**Q:** Two tantalum atoms share a bcc cell, and we push them in opposite directions. We know the results on either side of 0.09 Å. What energy, force and pressure should we find at 0.09 Å, and which of the three best shows whether the crystal behaves like a perfect spring?

**A:** First the scale. A push of 0.12 Å is about 4 % of the distance between nearest neighbours. It costs some 76 meV a cell and meets a restoring force of about 1.2 eV/Å.

Bcc tantalum, two atoms displaced in opposite directions in a fixed, unrelaxed cell (cubic a = 3.303 Å), computed with Ansatz 0.2.0: scalar-relativistic LDA without spin polarisation, PAW datasets made for PBE, 420 eV cutoff, 18×18×10 k mesh, 0.15 eV Gaussian smearing. Energies are free energies relative to the undisturbed cell; pressure is positive in compression.

```tsv
amplitude (Å of the largest displacement)	energy change (meV a cell)	force along mode (eV/Å)	pressure (GPa)
-0.12	75.7	1.208	-8.28
-0.06	19.3	0.644	-8.89
0	0.0	0.000	-9.07
0.015	1.2	-0.160	-9.06
0.03	4.8	-0.322	-9.03
0.045	10.9	-0.483	-8.97
0.075	30.1	-0.799	-8.78
0.09	?	?	?
0.105	58.5	-1.082	-8.47
```

Any displacement along this mode lowers the symmetry, from space group Im-3m to Cmcm. The amplitude, u, is how far each atom has moved. The energy change is counted from the undisturbed cell. The force along the mode is minus the slope of that energy with u, so its sign is opposite to that of u: it pulls the atoms back. It counts both atoms, so each of them feels half of it.

**Q:** Some amplitudes are negative. Can I use those rows together with the positive ones?

**A:** Yes. The two atoms are equal and move oppositely, so shifting the whole crystal by the step from one atom to the other turns +u into −u. Both must have the same energy, which can therefore contain only even powers of u. This is an argument from symmetry; the table has no pair of equal and opposite amplitudes to test it.

**Q:** What would a perfect spring do?

**A:** Its energy would be ½Ku² and its force −Ku, with K the spring constant. Doubling the amplitude would double the force and quadruple the energy. From 0.06 to 0.12 Å the force grows by 1.208/0.644 = 1.88 and the energy by 75.7/19.3 = 3.92. The force is thus 6 % short of the perfect spring and the energy only 2 %.

**Q:** Why does the force notice the softening so much more?

**A:** Because it is a slope. Suppose the energy has a small extra term in u⁴. Taking the slope multiplies that term by four but the spring's u² term by only two, so the extra term weighs twice as much in the force. For a term in u⁶ the factor is three. An energy curve can therefore look harmonic while its forces already show that it isn't.

**Q:** And what makes the crystal soften?

**A:** The table doesn't show that. Symmetry allows the higher terms but fixes neither their sign nor their size. Finding the cause would take the electronic states at each amplitude. The detailed shape, a nearly constant stiffness up to 0.06 Å and then a fall, depends partly on the smearing. When the energies are extrapolated to zero smearing, the spring first stiffens slightly, but the softening between 0.06 and 0.12 Å survives. The k mesh, which was not varied, may matter too.

**Q:** Then let us estimate the force at 0.09 Å.

**A:** Divide force by amplitude, leaving out the sign, for the two neighbours. At 0.075 Å this gives 0.799/0.075 = 10.65 eV/Å², and at 0.105 Å it gives 1.082/0.105 = 10.30 eV/Å². Halfway between lies 10.48 eV/Å², and 10.48 × 0.09 = 0.943 eV/Å. The true value should be slightly larger, because the stiffness falls ever faster here and so lies above a straight line between the neighbours.

To include that bend, I fitted the force in the eight known rows with terms in u, u³ and u⁵. This gives −0.946 eV/Å. Without the u⁵ term the result is −0.941 eV/Å, but that formula follows the flat start and later fall less well. The choice isn't beyond dispute: when known rows are left out in turn, the longer formula's typical error in predicting them is about 30 % larger.

**Q:** Does the energy need a separate fit?

**A:** No, the force supplies it. Between 0.075 and 0.09 Å the mean restoring force is about (0.799 + 0.946)/2 = 0.873 eV/Å. Over a step of 0.015 Å this adds 13.1 meV to the 30.1 meV already there, which makes 43.2 meV. The fitted force, integrated from zero, also reproduces the known energies to within 0.1 meV.

**Q:** Why should the pressure change at all when the cell keeps its volume?

**A:** Pressure measures how the energy responds to a change of volume. It rises with amplitude, so the energy stored in the displacement must grow when the cell is compressed. That stored energy goes mainly as u², and so should the extra pressure. A constant plus a u² term, fitted to the known rows, gives −8.63 GPa.

**Q:** Please commit yourself, with ranges.

**A:** For 0.09 Å I forecast:

- Force: −0.946 ± 0.005 eV/Å, weaker than the small-amplitude spring gives.
- Energy: 43.2 ± 0.2 meV a cell, hardly distinguishable from harmonic.
- Pressure: −8.63 ± 0.02 GPa, between its neighbours.

The ranges are my judgement from the misfits and the spread between formulas; they are not statistical limits.

The withheld rows as computed:

```tsv
amplitude (Å of the largest displacement)	energy change (meV a cell)	force along mode (eV/Å)	pressure (GPa)
0.09	43.3	-0.946	-8.64
```

**Q:** All three fall inside. How much does that prove?

**A:** It shows that the curve is smooth enough to interpolate between computed neighbours. It doesn't test the formula beyond 0.12 Å. The force agrees to the last printed digit, which is better than the fit deserves, since it misses some known forces by 0.002 eV/Å. The energy is 0.1 meV above the forecast and the pressure 0.01 GPa below it, both too close to the rounding to need a cause.

**Q:** Would the perfect spring have done as well?

**A:** Not for the force. With the stiffness found up to 0.06 Å it gives −0.966 eV/Å, too strong by 2 %. For the energy it gives 43.5 meV, only 0.2 meV too high. In relative terms this gap between force and energy is wider than the factor of two or three found above. The energy adds up the force along the whole path, and most of that path lies where the spring had hardly softened. Between these two, the force is therefore the one to examine when you want to know whether a vibration is still harmonic. The pressure is no direct test, because it tells how the stored energy changes with volume, not how that energy grows with amplitude at this volume.

**Q:** What can I take from this for the real metal?

**A:** The energy rises in every displaced row, so in this calculation bcc tantalum is stable against this particular displacement up to 0.12 Å. The small-amplitude stiffness corresponds to a vibration at about 2.7 THz. That frequency belongs to a stretched cell, as the pressure of −9 GPa at zero amplitude shows. LDA usually binds solids too tightly, so its own equilibrium volume is smaller than the one used here.

**Q:** Can the pressure tell me which way the frequency would move at that smaller volume?

**A:** Upwards. The atoms' displacements shrink along with the cell, which by itself would lower the stored energy. Since that energy rises instead, the spring must stiffen by more than enough to make up for it. The pressure slope over all known rows would make the frequency rise by about 1.5 % for each 1 % loss of volume, near the volume used here. But the slope is gentler at the smallest amplitudes, which are the ones that define the frequency, so about 1.3 % is the better estimate. It rests on very small pressure changes, and a finer k mesh might shift it: the undisturbed cell shows a shear stress of about 0.16 GPa, which a perfect cubic crystal can't have. The effects of spin–orbit coupling, and of using LDA with datasets made for PBE, remain untested. The printed analysis below gives the fits and their misses.

Output of the analysis:

```
fit of force_along_mode on 8 rows: coefficient of u -10.92 +/- 0.043, coefficient of u**3 58.14 +/- 3.9; rms 0.00299, worst 0.075 0.00421, leave-one-out rms 0.00489
  rows outside the fit (model, value, miss): 0.09 -0.9408, -0.946, 0.00521
fit of force_along_mode on 8 rows: coefficient of u -10.79 +/- 0.04, coefficient of u**3 14.16 +/- 11, coefficient of u**5 2546 +/- 623; rms 0.00144, worst 0.105 -0.00216, leave-one-out rms 0.00638
  rows outside the fit (model, value, miss): 0.09 -0.9458, -0.946, 0.00017
fit of pressure on 8 rows: constant -9.079 +/- 0.0038, coefficient of u**2 55.11 +/- 0.56; rms 0.00682, worst 0.075 0.0108, leave-one-out rms 0.0093
  rows outside the fit (model, value, miss): 0.09 -8.633, -8.64, 0.00723
small-amplitude spring constant, eV/Å²: 10.73
harmonic frequency, THz: 2.692
force over amplitude at 0.06 Å, eV/Å²: 10.73
force over amplitude at 0.105 Å, eV/Å²: 10.3
force over amplitude at 0.12 Å, eV/Å²: 10.07
force below the pure spring at 0.12 Å, percent: 6.192
energy below the pure spring at 0.12 Å, percent: 2.024
largest miss of the integrated force on known energies, meV a cell: 0.06209
pure-spring force at 0.09 Å, eV/Å: -0.9658
pure-spring energy at 0.09 Å, meV a cell: 43.46
forecast energy at 0.09 Å from the integrated force, meV a cell: 43.25
computed energy at 0.09 Å, meV a cell: 43.3
forecast less computed energy at 0.09 Å, meV a cell: -0.05433
computed force below the pure spring at 0.09 Å, percent: 2.05
computed energy below the pure spring at 0.09 Å, percent: 0.3704
pressure rise from 0 to 0.12 Å, GPa: 0.79
estimated mode Grüneisen parameter: 1.488
```
